A dipole moment shows how far the electron cloud is displaced from the nuclei, so it tests how a method distributes charge between atoms. The six levels of theory below were applied to the same 13 molecules at fixed geometries. Differences between rows therefore come from the electron density alone. Errors are computed less measured dipole moments. The slope tells how fast the computed dipole grows with the measured one, and a slope below one means that the spread between weakly and strongly polar molecules is compressed.

Dipole moments of 13 molecules, computed with PySCF 2.14.0 (density fitting, def2-SVPD basis, gas phase) at PBE0-D3(BJ)/def2-SVP geometries. Errors are computed less measured values, which are, in D: P2 0.00, Si(CH3)4 0.00, AsH3 0.20, HCP 0.39, BF 0.50, (CH3)2SiH2 0.75, PF3 1.03, (CH3)2PH 1.23, C6H5F 1.60, BH3CO 1.70, CH3SiH2F 1.70, C2H5F 1.96 and GeH3Cl 2.13.

```
    level            class  exact exchange, short range (%)  exact exchange, long range (%)  mean signed error (D)  mean absolute error (D)  largest error (D)  case of the largest error  cases too high  slope of computed against reference
      PBE              GGA                                0                               0                   0.00                     0.16               0.58                       [B]F               7                                0.844
    B3LYP    global hybrid                               20                              20                   0.03                     0.13               0.49                       [B]F               6                                0.919
BHandHLYP    global hybrid                               50                              50                   0.08                     0.13               0.44                     FP(F)F               8                                0.980
CAM-B3LYP  range-separated                               19                              65                   0.06                     0.12               0.48                       [B]F               6                                0.954
  wB97X-D  range-separated                               22                             100                   0.07                     0.13               0.52                       [B]F               7                                0.927
       HF     Hartree-Fock                              100                             100                   0.14                     0.15               0.51                     FP(F)F               8                                1.028
```

1. Which level has the smallest mean signed error, and is it the most accurate?

PBE has a mean signed error of 0.00 D, yet its mean absolute error of 0.16 D is the largest in the table. The two means together tell how this comes about. Let U be the sum of all errors upwards and D the sum of all errors downwards, taken as positive, over the N = 13 molecules. Then

mean signed error = (U − D)/N
mean absolute error = (U + D)/N

and therefore

U = N (mean absolute error + mean signed error)/2.

For PBE this gives U = 13 × 0.16/2 = 1.04 D, and D has the same size. The zero is a balance between two large sums. Hartree–Fock (HF) is the opposite case: its errors add up to about 1.9 D upwards and to almost nothing downwards. HF has a bias in one direction, whereas PBE has errors in both that hide each other in the mean.

2. Which molecules does PBE make too polar, and which not polar enough?

More than half of the upward sum comes from one molecule, boron monofluoride (BF), which PBE overestimates by 0.58 D. The downward errors sit among the strongly polar molecules. The seven with measured dipoles above 1 D come out too small by 0.11 D on average, about 6 % of their mean dipole. This doesn't hold for every one of them: all the downward errors lie among these seven, but so do upward errors of about 0.3 D in sum.

The low slope of PBE, 0.844, reflects both facts, since BF lifts the lower end of the line and the polar molecules pull down the upper end. Without BF the slope is still only 0.89. BF alone therefore doesn't cause the compression. With HF the same seven molecules are too large by 0.18 D on average, and phosphorus trifluoride, too large by 0.51 D, makes up about two fifths of that excess.

3. Why does PBE make polar molecules too weakly polar, and HF too strongly?

The explanation is standard theory. In an approximate functional such as PBE, each electron is partly repelled by its own charge. This spurious repulsion is strongest where charge is crowded, so it favours a cloud that is spread too evenly. In a polar bond, too little charge then gathers on the electronegative atom, and the dipole is too small. Exact exchange removes an electron's repulsion by itself, and the charge moves back to the electronegative atom.

HF has exact exchange in full but no correlation, the mutual avoidance of electrons beyond what exchange provides. Correlation mixes in some occupation of antibonding orbitals, which lie mostly on the less electronegative atom. It thereby returns some charge across the bond. HF leaves this out and overshoots, while hybrid functionals, which combine part of the exact exchange with a correlation functional, fall between the two extremes in slope. Missing correlation need not explain the whole HF excess, however. Phosphorus trifluoride, its largest part, is too polar by 0.44 D with BHandHLYP as well, and an error so similar at two levels may come partly from the small basis set.

4. Does more exact exchange always raise the dipole?

No, and BF shows why. Its computed dipole vector has the negative end on boron, although fluorine is far more electronegative. The lone pair on boron points away from fluorine and outweighs the polarity of the bond. Charge that moves towards fluorine therefore reduces the total dipole.

The calculations agree with this: the dipole of BF falls from 1.08 D with PBE to 0.91 D with HF, while the average over the seven polar molecules rises. This simple picture needs clearly polar bonds whose shifts of charge don't cancel. In arsine, where the atoms differ little in electronegativity, the dipole first falls from PBE to B3LYP and then rises towards HF. In dimethylsilane, where the contributions of several bonds partly cancel, it is smaller with HF than with PBE.

5. What would change if the share of exact exchange were set to another value?

A simple model answers this. A hybrid functional replaces a share a of the approximate exchange by exact exchange. If the density responds in proportion to this change, so does every dipole. The mean signed error and the slope are both linear in the computed dipoles, so each should lie on a straight line between PBE (a = 0) and HF (a = 1):

X(a) = X(PBE) + a [X(HF) − X(PBE)],

where X is either quantity. The line is fixed by these two rows only, so the four hybrids test it.

BHandHLYP has a = 0.50. The predicted mean signed error is 0.00 + 0.50 × 0.14 = 0.07 D, and the table has 0.08 D, which is only 0.01 D more. The slope is a harder test. Its prediction is 0.844 + 0.50 × (1.028 − 0.844) = 0.936, but the calculation gave 0.980. The single dipoles show why the mean did better. With BHandHLYP the seven polar molecules lie above their line by about 0.05 D on average, whereas BF, phosphaethyne (HCP), arsine and dimethylsilane lie below theirs by 0.03 to 0.08 D. These misses largely cancel in the mean, but they add up in the slope.

B3LYP also lies above the line, by a similar amount. The model gets the direction and the rough size right, but it misses the slope by about a fifth to a quarter of the whole distance between PBE and HF. There are three possible reasons, which these rows do not separate. The density may not respond in proportion to a. The two hybrids use other approximate exchange and correlation functionals than PBE. Finally, the HF end of the line has no correlation, whereas the hybrids keep a correlation functional, which need not move charge in the way that section 3 describes for true correlation. The printed analysis after the text lists the predictions for all rows.

6. What if the share of exact exchange depends on the distance between electrons?

CAM-B3LYP and wB97X-D use about 20 % exact exchange at short range and much more at long range. The model can be evaluated with either share, and for both functionals the computed slope lies between the two predictions. The same holds for the mean signed error. For wB97X-D the slope is weak evidence, since it exceeds the short-range prediction by about 0.04, as much as the line misses for the global hybrids. The mean signed errors are no firmer evidence, because the line owes its success there to cancellation. The results fit an effective share between the two, but they don't prove it.

An effective share in between would be reasonable, because the charge distribution in a small molecule depends on electrons at bond-length separations, where the functional is still switching from one share to the other. The 100 % long-range exchange of wB97X-D, at any rate, doesn't make it behave like HF. Its slope is 0.927, close to the 0.919 of B3LYP, which has 20 % at every distance.

7. Which differences can be trusted when a method has to be chosen?

The mean absolute errors of the four hybrids differ by only 0.01 D. A change of 0.13 D in a single molecule would shift a mean over 13 cases by that much, so these values don't rank the hybrids. The number of cases too high is no better guide. It is 7 for PBE and 8 for HF, although one has no net bias and the other a clear one, because the count ignores the size of an error.

The reference values have limits too. The measured dipole of BF is uncertain by roughly 0.2 D, and correlated calculations are known to give clearly more than 0.5 D, so a good part of the largest error in four of the rows may belong to the measurement. A reference higher by 0.2 D would lower every mean error by about 0.015 D and leave the differences between the levels as they are. The calculations also leave out molecular vibration and relativistic effects, the latter of concern for the arsenic and germanium compounds, and they use one modest basis set, whose error these rows cannot show. The error of a single molecule should therefore not be blamed on the functional alone.

The contrast between PBE and HF is safer, because the reference values cancel in it and the basis error should cancel at least in part. Between them, the average error of the seven polar molecules changes by 0.28 D, and the slope rises by 0.18. That the HF slope exceeds one is less certain, because the excess is only about 0.03. With this basis set, PBE dipoles are too small on average for the polar molecules studied here, and HF dipoles are too large. Any of the four hybrids is a sensible choice, with a mean absolute error of 0.12 to 0.13 D. Two of the 13 molecules have no dipole by symmetry and make this mean look better than it is for polar molecules, and single errors reach about half a debye.

Numerical output:

```
Errors split by sign, and error of the regression line (D):
        row  sum of overshoots  sum of shortfalls  line error at 0 D  line error at 2 D
        PBE               1.04               1.04             0.1583            -0.1537
      B3LYP               1.04               0.65             0.1122           -0.04982
  BHandHLYP              1.365              0.325             0.1003            0.06029
  CAM-B3LYP               1.17               0.39             0.1067            0.01467
    wB97X-D                1.3               0.39             0.1441          -0.001933
         HF              1.885              0.065             0.1116             0.1676
BF and the rest (errors in D):
        row  BF error  mean signed without BF  mean absolute without BF  slope without BF  mean signed of seven polar cases
        PBE    0.5803                -0.04836                     0.125            0.8861                           -0.1053
      B3LYP    0.4856               -0.007963                    0.1004            0.9538                          -0.01451
  BHandHLYP    0.4157                 0.05202                    0.1062             1.007                           0.08541
  CAM-B3LYP    0.4843                 0.02465                   0.08965            0.9877                           0.03735
    wB97X-D    0.5245                 0.03212                   0.09712            0.9621                            0.0247
         HF    0.4062                  0.1178                    0.1287             1.052                            0.1796
Straight line from PBE to HF (mean signed error in D, slope without unit):
        row  mean from short-range share  mean from long-range share  slope from short-range share  slope from long-range share  slope less short-range prediction
        PBE                            0                           0                         0.844                        0.844                                  0
      B3LYP                        0.028                       0.028                        0.8808                       0.8808                             0.0382
  BHandHLYP                         0.07                        0.07                         0.936                        0.936                              0.044
  CAM-B3LYP                       0.0266                       0.091                         0.879                       0.9636                            0.07504
    wB97X-D                       0.0308                        0.14                        0.8845                        1.028                            0.04252
         HF                         0.14                        0.14                         1.028                        1.028                                  0
Uncertainty of the sums of overshoots or shortfalls from rounding, at most (D): 0.065
Uncertainty of the mean of the seven polar cases from rounding of the mean, at most (D): 0.009286
Spread of mean absolute error among the four hybrids (D): 0.01
Change in one case that moves a mean over 13 cases by 0.01 D (D): 0.13
Fall of every mean error if the BF reference were 0.2 D higher (D): 0.01538
Share of BF in the summed overshoots of PBE (%): 55.8
Fall of the BF dipole from PBE to HF (D): 0.1741
Rise of the mean error of the seven polar cases from PBE to HF (D): 0.2848
```
